**Question: Why do these bands come in equal pairs at some points of the zone but not at others?**

I am looking at the bands of a small tetragonal cell of Ca, Ti and Cl, calculated with a standard density functional. v1 is the highest band that is filled somewhere on the k-mesh, v2 and v3 are the next two below it, and c1 and c2 are the next two above. Energies are counted from the Fermi level.

Kohn–Sham bands of CaTiCl (P4/nmm, unrelaxed 6-atom cell), calculated with Ansatz 0.2.0 using scalar-relativistic PBE, PAW and plane waves up to 420 eV. The spins are non-collinear, the k-mesh is 5×5×3 and the Fermi–Dirac smearing width is 0.0322 eV. Energies are taken at the path point nearest each named k-point, and v1 is the highest band filled at some mesh point.

| k-point | coordinates (reciprocal vectors of the computed cell, not always the standard one) | band v3 (eV from the Fermi level) | band v2 (eV from the Fermi level) | band v1 (eV from the Fermi level) | band c1 (eV from the Fermi level) | band c2 (eV from the Fermi level) | c1 less v1 (eV) |
| --- | --- | --- | --- | --- | --- | --- | --- |
| Gamma | 0 0 0 | -0.50 | 0.12 | 0.13 | 0.57 | 0.79 | 0.44 |
| X | 0 0.5 0 | -0.18 | 0.03 | 0.03 | 0.16 | 0.16 | 0.13 |
| M | 0.5 0.5 0 | 0.33 | 0.33 | 0.33 | 0.36 | 0.36 | 0.03 |
| Z | 0 0 0.5 | -0.26 | 0.13 | 0.31 | 0.35 | 0.58 | 0.04 |
| R | 0 0.5 0.5 | -0.17 | -0.05 | -0.05 | 0.21 | 0.21 | 0.26 |
| A | 0.5 0.5 0.5 | 0.39 | 0.40 | 0.40 | 0.47 | 0.47 | 0.07 |

At X, M, R and A, v2 equals v1 and c1 equals c2. At Z, all of them are different. I first took the pairs for spin-up and spin-down, but then they should be there at Z too. Next I thought of the zone boundary, but Z lies on it just as X does. At M even v3 joins in. And the last column jumps about so much that I don't know which of its values is the band gap. Is there a rule behind this?

**Answer**

There is a rule for the pairs, and it can be read from the coordinates. A level must be double when the first or the second coordinate of the k-point is one half. The third coordinate doesn't matter. This picks out X, M, R and A and leaves out Gamma and Z.

The reason lies in how the atoms are arranged. Each element occurs twice in the cell, and the two Ti atoms sit in one plane, half a cell diagonal apart. The crystal has an inversion centre, and it also has screw axes along both in-plane edges. A screw operation here is a half turn about an axis followed by a shift of half a cell edge along that axis. That half shift is what makes the pairs.

**Two operations whose order matters**

Write a position as (x, y, z) in units of the cell edges, with the origin at an inversion centre. The screw along the second edge takes (x, y, z) to (−x, y + ½, −z). Inversion takes (x, y, z) to (−x, −y, −z).

Now do both. Screw first and inversion second gives (x, −y − ½, z). Inversion first and screw second gives (x, −y + ½, z). The two results differ by one whole cell edge.

For the crystal as a whole, a shift by one cell edge changes nothing. An electron state with wave vector k, however, picks up a phase factor exp(2πi·k₂), where k₂ is the second coordinate in the table. At Gamma and Z this coordinate is 0 and the factor is +1, so the order doesn't matter. At X and R it is ½ and the factor is −1, so swapping the order changes the sign of the state.

That sign forces the pair. At every point in the table, inversion leads back to the same k-point, so each state can be chosen either even or odd under inversion. Take an even one and apply the screw. Because of the minus sign, the result is odd, so it is a different state. The screw is a symmetry of the crystal, so the energy is unchanged. Every even state therefore has an odd partner at exactly the same energy.

M and A work in the same way, and there the screw along the first edge would do equally well. At Z neither in-plane coordinate is ½. A half step along the third direction has no effect, because neither screw shifts anything along that direction.

**The same result from two Ti atoms**

A simple picture shows where the splitting goes. Put one orbital on each of the two Ti atoms, of a kind that looks the same towards all four Ti neighbours in the plane. Let t be the coupling to one neighbour. The two orbitals combine into a sum and a difference, and the energies of these differ by twice the total coupling.

The four neighbours lie at (±½, ±½) in units of the cell edges, and each contributes t times a phase factor. At Gamma all four factors are +1, the total is 4t, and the splitting is 8|t|. At X, with coordinates (0, ½), two of the factors are +i and two are −i. They add up to zero, so the model predicts a splitting of zero at X, and the table gives zero there for both pairs.

For a general k-point the total is 4t·cos(πk₁)·cos(πk₂). It vanishes as soon as either in-plane coordinate is ½. At Z it is as large as at Gamma, because the neighbours lie at the same height and the third coordinate never enters. The table agrees in so far as the levels are apart at Z, where v1 lies 0.18 eV above v2 and c2 lies 0.23 eV above c1. It doesn't bear out equal sizes for v1 and v2, which are only 0.01 eV apart at Gamma. The model has one orbital on each Ti atom and one spin, whereas two neighbouring levels in the table may belong to different orbitals or spins at these two points.

The cosine factor has no adjustable constant, so no row was used to set it. For this kind of orbital it tells you where the splitting vanishes, but not how large it is elsewhere. The size elsewhere depends on t, and so on which orbitals make up the band. For other orbitals the coupling can also follow a different form, so it is the symmetry argument, not this model, that guarantees the pairs. The agreement is also no independent test of the physics, since the symmetry is built into the cell that was calculated. What it does show is that this symmetry is enough to account for the pattern.

**Why your two first ideas fail**

Spin is a reasonable first guess, because in a non-magnetic crystal with an inversion centre every level is double for that reason. This calculation, however, ended in a ferromagnetic state with about 5 Bohr magnetons per cell. The two spins no longer have equal energies, and the table lists the levels of both in a single sequence. The pairs at X, M, R and A are two states of the same spin.

The zone boundary alone isn't enough either, and comparing X with Z shows why. Both lie on the boundary, but only X lies on it in a direction along which a screw shifts the crystal by half an edge.

**The irregular rows**

At M, v3, v2 and v1 all stand at 0.33 eV. The pairs explain part of this. In this run v1 is the 60th level counted from the bottom. If all levels at M come in twos, the 59th and 60th belong together, and these are v2 and v1. The 58th, v3, belongs with the level below it, which lies just outside the table. So two separate pairs meet at M. Symmetry doesn't ask for that, since a level of one spin at M needs to be only double. I would treat it as a near coincidence to within the printed digits. At A the two pairs lie almost as close, 0.01 eV apart.

The same counting explains why c1 and v1 are never forced together. An even-numbered level always completes a pair, and the next one starts a new pair. Had v1 been an odd-numbered level, c1 less v1 would be zero at all four of these points.

At Gamma, v2 and v1 differ by 0.01 eV, which is one step in the last printed digit. I would read nothing into that, in either direction. The upper two bands are clearer: c1 and c2 lie 0.22 eV apart, so Gamma has no general rule that levels must pair. Some levels can still be double at Gamma and Z, because the fourfold symmetry of the crystal makes the dxz and dyz orbitals equivalent, but that doesn't hold for every level.

**The last column is not a band gap**

None of the values in the last column is a band gap, because this is a metal. v1 lies below the Fermi level at R and above it at the other five points. Where it lies well above, as at M and A, c1 less v1 is the distance between two empty levels. The small value of 0.03 eV at M therefore doesn't mean that a gap is about to close there.

You could object that v1 is only 0.05 eV below the Fermi level at R, and that a finer k-mesh might shift the Fermi level by a comparable amount. The band v3 settles the matter. It runs from −0.50 eV at Gamma to 0.39 eV at A, so it crosses the Fermi level by a wide margin on both sides.

The column jumps about for two reasons. At X, M, R and A it measures the distance from one pair to the next, while at Z it measures the distance between two single levels. Besides, v1 and c1 are places in an order by energy, not fixed orbitals. When two levels cross on the way from one point to another, they swap names. The difference then compares other states than before, and there is no reason for it to follow a smooth trend.

**What carries over to other cases**

For another crystal with an inversion centre, look for a twofold screw axis that passes through such a centre, and note the direction of its half shift. Among the k-points whose coordinates are all 0 or ½, levels pair up at those where the coordinate along that direction is ½, provided that the half turn leads back to the same k-point. It does so at X, M, R and A here, but it can fail in centred cells. If the only screw axis ran along the third edge, with the axis passing through an inversion centre, Z would have pairs and X would not. Gamma never gets pairs in this way, because all its coordinates are zero.

In a non-magnetic state of the present crystal, the spin doubling would come on top. Levels would be at least double at Gamma and Z, and at least fourfold at the other four points.

The energies themselves deserve less trust than the pattern. The cell is hypothetical and was not relaxed, and the forces push the Ca atoms strongly away from the Ti plane. Relaxation may move every level in the table, and perhaps change the magnetic moment. The run also didn't keep the magnetic moments it was started with. It ended in the lowest state known for this cell, but no systematic search for a lower one was made. As long as the atoms keep this symmetry and both Ti atoms carry the same moment, the pairs will stay. The argument treats each spin separately, which is right here because spin–orbit coupling was left out and the moments, though free to turn, came out practically parallel. With spin–orbit coupling, the symmetry would have to be worked out again for the actual direction of the moment.
